The lowest levels of the osmium atom belong to 5d⁶6s². Each row names a term and its J, and ³P(1) is the lower of the two ³P terms of d⁶. The last three columns give computed less measured energy in cm⁻¹ for CASSCF and two CASPT2 variants, with spin-orbit coupling added afterwards. The zero at ⁵D₄ is imposed, so any error of that level enters all other rows.

Os atom, OpenMolcas 26.06: state-averaged CASSCF and CASPT2 (IPEA shift 0.25 Ha, imaginary shift 0.1 Ha), active shell in brackets, with X2C, the ANO-R1 basis, a finite nucleus and spin-orbit coupling by RASSI with atomic mean-field integrals. Computed levels are paired with NIST's measured ones by configuration, term and J, and both are counted from the measured ground level.

```tsv
level	measured (cm⁻¹)	CASSCF (5d) less measured (cm⁻¹)	MS-CASPT2 (5d) less measured (cm⁻¹)	SS-CASPT2 (5d) less measured (cm⁻¹)
5d6.6s2 5D 4	0	0	0	0
5d6.6s2 5D 2	2740	2230	1270	1230
5d6.6s2 5D 3	4159	40	230	220
5d6.6s2 5D 1	5766	1010	690	650
5d6.6s2 5D 0	6093	1160	730	660
5d6.6s2 3P(1) 2	10166	7790	4290	4290
```

Three causes could make levels come out too high: (A) the 5d spin-orbit constant ζ is too large; (B) the ³P(1) term lies too high; (C) all term gaps are too wide by one factor.

**(a)** Take the limit of term gaps much larger than ζ. What pattern of errors does A give, and does the table show it?

*Solution.* In this limit ⁵D is pure. For a more than half-filled shell its spin-orbit energy is −(ζ/2S) L·S with S = 2, so E(J) − E(4) = ζ[20 − J(J+1)]/8. The levels J = 3, 2, 1, 0 stand at 4:7:9:10, and an error in ζ gives errors in the same ratios. A is tempting because all errors are positive. But in each column the largest ⁵D error is at J = 2 and the smallest at J = 3 (2230 and 40 in CASSCF). Measured ⁵D₂ also lies 1419 below ⁵D₃, an order that no ζ gives in this limit. CASSCF has it 771 above; both CASPT2 variants restore the measured order.

The limit itself fails for Os, so A was also tried in the full d⁶ spin-orbit matrix. Its diagonal holds the term energies of the same calculations, and ζ is set by their spin-orbit lowering of the ground level, with nothing fitted to the table. It reproduces the computed ⁵D levels to 25 to 64 rms, which tests the model against the calculation and not against nature. Freeing ζ to cancel the four ⁵D errors lowers the CASSCF rms error only from 1355 to 907. A fails as the main cause.

**(b)** Which ⁵D levels can ³P shift, and by how much? Estimate the change of ⁵D₂ from CASSCF to MS-CASPT2.

*Solution.* Spin-orbit coupling conserves J, and ³P has J = 2, 1, 0 only. It pushes those ⁵D levels down and leaves J = 3 and 4 alone. A ³P placed too high pushes too little. For a small misplacement, the error passed to a level is the misplacement times the weight of that term in the level. The matrix model puts 15, 9 and 10 % of ³P(1) into the CASSCF levels ⁵D₂, ⁵D₁ and ⁵D₀, so J = 2 suffers most, as in the table.

For two levels with unmixed gap Δ and coupling V, the final gap is Ω = √(Δ² + 4V²). If w is the weight of the upper state in the lower level, the push is wΩ and |V| = Ω√(w(1 − w)). For Δ ≫ V the push is V²/Δ; for Δ → 0 it tends to |V| and Ω to 2|V|. The weights below are those of the matrix model, before any fit.

In CASSCF, Ω = 17956 − 4970 = 12986 and w = 0.15, so the push is about 1950 and |V| about 4600. In MS-CASPT2, Ω = 14456 − 4010 = 10446 and w = 0.28, so the push is about 2920 and |V| about 4700. The added push of about 970 is close to the fall of 960 in the table. Two levels are a simplification: in the full matrix, moving ³P(1) alone lowers ⁵D₂ by 1059, and moving the other terms raises it by 68. The fall follows the ³P(1) term, which drops from 16999 to 11864 above ⁵D. The fitted ζ stays at 3221 to 3225, as it must, since CASPT2 changes the term energies and not the spin-orbit integrals.

Since V ∝ ζ, the push grows as ζ² as long as Δ ≫ V, while the Landé intervals grow as ζ. A lighter d⁶ atom with much smaller ζ should keep the Landé order and forgive a misplaced ³P.

**(c)** Decide between B and C. Does the better one account for the level labelled ³P(1) J = 2?

*Solution.* The terms do not fall by one factor: CASPT2 lowers ³P(1) by 30 % of its CASSCF height and ³H by 5 %. Correlation gains are energies, so their trend shows in cm⁻¹: relative to ⁵D, the terms ³P(1), ³D, ³F(1), ³G and ³H fall by 5135, 3732, 2872, 1883 and 773, less as L rises. This fits the picture that electrons avoid each other better in a term of high L and gain less from correlation. L alone does not set the gain, though: ¹S falls by 4352, less than ¹D with 7341. The cause is not tested here. Lowering the other terms depresses ⁵D₄ more than ⁵D₃ in the model and widens that interval by 175, close to the 190 by which the J = 3 error grows. C drives this further.

Each cause was fitted to the four ⁵D rows, with the ³P row held out; the residuals are in the output below. From CASSCF, B leaves 82 rms and C leaves 786, with J = 3 left 948 too high. From MS-CASPT2 they leave 124 and 531. As single causes the numbers choose B. Effects add, however, and A with C reaches 144 from MS-CASPT2 against 60 for A with B. That is two parameters on four points, with a model itself off by 64, so a share of C is not excluded.

B does not mend the held-out row, which stays about 2400 above the measured level from either start. The limit Δ → 0 explains this. The measured J = 2 pair is 10166 − 2740 = 7426 apart, whereas 2|V| is at least about 9200, so no position of ³P(1) brings a two-level pair that close. Something outside this picture must lower the upper level or weaken the coupling, or the pairing by label is loose; the model makes that level only 55 % ³P(1) in CASPT2.

One candidate is 5d⁷6s, which the active space leaves out. It has ³P terms but no ⁵D. Mixing with them would lower ³P(1) if they lie above it. It would also dilute ³P(1) and so weaken V, because spin-orbit coupling does not join 5d to 6s. With 6s inactive, the lowering enters at most through second-order perturbation theory and the dilution not at all. The small basis, without g or diffuse functions, and quintet orbitals optimised for one term while triplet orbitals serve seven could also leave ³P(1) high. The numbers do not separate these guesses.

CASPT2 splits the components of some terms by over 500, all of them singlets (1057 for ¹F in MS-CASPT2), though they should be degenerate; each term energy used here is the mean over its components. ⁵D spreads by about 20 and ³P(1) by 42, small against the errors discussed. The gap of at most 70 between the two CASPT2 columns is of similar size and is given no cause.

Output of the analysis:

```
cm-1; columns 5D2 5D3 5D1 5D0 3P2; rms over the four 5D; rounding floor +-5; F4/F2 = 0.654
measured             2740   4159   5766   6093  10166  5D2-5D3 -1419
CAS computed          4970   4199   6776   7253  17956  5D2-5D3 771, rms error 1355
CAS Lande resid       1193   -553   -324   -322  dzeta 593 rms 696
CAS model-computed     -31     -0    -21    -32    -50  zeta 3221 rms 25
CAS model %5D           80     95     89     87     19  ground 89
CAS model %3P(1)        15      0      9     10     68
MS computed          4010   4389   6456   6823  14456  5D2-5D3 -379, rms error 818
MS Lande resid        606   -149   -163   -218  dzeta 379 rms 341
MS model-computed     -79     -9    -53    -87    -27  zeta 3225 rms 64
MS model %5D           63     93     82     80     35  ground 86
MS model %3P(1)        28      0     15     15     55
SS computed          3970   4379   6416   6753  14456  5D2-5D3 -409, rms error 778
SS Lande resid        606   -137   -153   -232  dzeta 357 rms 340
SS model-computed     -38     -8    -22    -25    -34  zeta 3220 rms 25
SS model %5D           63     93     83     80     35  ground 86
SS model %3P(1)        28      0     15     15     55
MS-SS error            40     10     40     70      0
error drop CAS>MS %     43   -475     32     37     45
term drop CAS>MS %: 3H1 5 3P1 30 3F1 17 3G1 10 3D1 15 ; 3P1 by 5135
CAS>MS actual        -960    190   -320   -430  -3500
 model zeta only        3      6      7      7      5
 model 3P(1) only   -1059     -0   -605   -630  -3502
 model other terms     68    175    244    155  -1093
 model all          -1007    181   -352   -485  -3477
fits to four 5D rows; residual vs measured; 3P2 held out (can mix with absent 5d7 6s)
CAS A zeta     1558   -897   -213    -88   7048  rms 907 dz -604 d3P 0 scale 1.00
CAS B 3P1        73     40   -140    -13   2406  rms 82 dz 0 d3P -8309 scale 1.00
CAS C scale     517    948   1064    419   2920  rms 786 dz 0 d3P 0 scale 0.51
CAS A+B          41     88   -106     21   2456  rms 73 dz 30 d3P -8381 scale 1.00
CAS A+C         276    132    107   -353   1473  rms 240 dz -439 d3P 0 scale 0.48
MS  A zeta     1116   -391    -21     56   3433  rms 592 dz -371 d3P 0 scale 1.00
MS  B 3P1       -51    230     40     67   2350  rms 124 dz 0 d3P -3703 scale 1.00
MS  C scale     258    679    699    333   2873  rms 531 dz 0 d3P 0 scale 0.71
MS  A+B          42     90    -63    -24   2190  rms 60 dz -82 d3P -3506 scale 1.00
MS  A+C         149    114     55   -211   1763  rms 144 dz -318 d3P 0 scale 0.69
```
